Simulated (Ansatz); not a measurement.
SnO: the change of energy above lowest point with volume scale

Free energy against uniform scaling of the volume at fixed shape and fractions; periodic cell, basis, potentials, k mesh and filling as listed. The results are calculated, by Ansatz 0.2.0.

The cell before it is scaled or strained (space group P4/nmm, No. 129):
```
CELL_PARAMETERS angstrom
3.79860 0.00000 0.00000
0.00000 3.79860 0.00000
0.00000 0.00000 4.84080
ATOMIC_POSITIONS crystal
Sn 0.50000 0.00000 0.23690
Sn 0.00000 0.50000 0.76310
O 0.00000 0.00000 0.00000
O 0.50000 0.50000 0.00000
```

Settings of every row: functional PBE; dispersion none; potentials PAW; wave cutoff 500 eV; density cutoff 2000 eV; k mesh 6x6x4; k shift 0x0x0; occupations fermi dirac; smearing width 0.1 eV; spin none.

Limits: coarse k mesh, up to 40 meV an atom off.

| row | volume scale | V (Å³/atom) | energy above lowest point (meV/atom) |
| --- | --- | --- | --- |
| 1 | 0.88 | 15.367 | 175.3 |
| 2 | 0.92 | 16.065 | 94.6 |
| 3 | 0.96 | 16.764 | 41.9 |
| 4 | 1 | 17.462 | ? |
| 5 | 1.04 | 18.161 | 0 |
| 6 | 1.08 | 18.859 | 3 |
| 7 | 1.12 | 19.558 | 18.1 |

Question: what energy above lowest point should row 4 give?

Worked fit of energy above lowest point. Take u = (V_r/V)^(2/3) − 1 with V_r = 17.462 Å³ an atom, which is twice the finite (Eulerian) strain; such expansions in the strain, on which the Birch-Murnaghan equation of state is built, carry the rest volume and the bulk modulus. The shown rows have u = 0.08894, 0.05716, 0.02757, -0.02583, -0.05001, -0.07279. Least squares give energy above lowest point = 11.81 + 761.9 × u + 11854 × u² + 2767 × u³ meV/atom; a parabola predicts inner rows, each left out in turn, worse (root mean square 0.5 against 0.022 meV/atom). All shown rows lie on it to the printed digit. Its lowest point lies at u = -0.0325, or V = 18.35 Å³ an atom, and the curvature there gives the bulk modulus at fixed shape and fractions, B = (4/9)(1 + u)² E″(u)/V = 84.2 GPa. Letting shape and atoms relax would as a rule lower it, by much in layered, chain or molecular crystals. The withheld row has u = 0, so the fit gives 11.81 + 761.9 × (0) + 11854 × (0)² + 2767 × (0)³ = 11.8 meV/atom.

The calculation gave 11.8 meV/atom. The fit meets it to the printed digit.
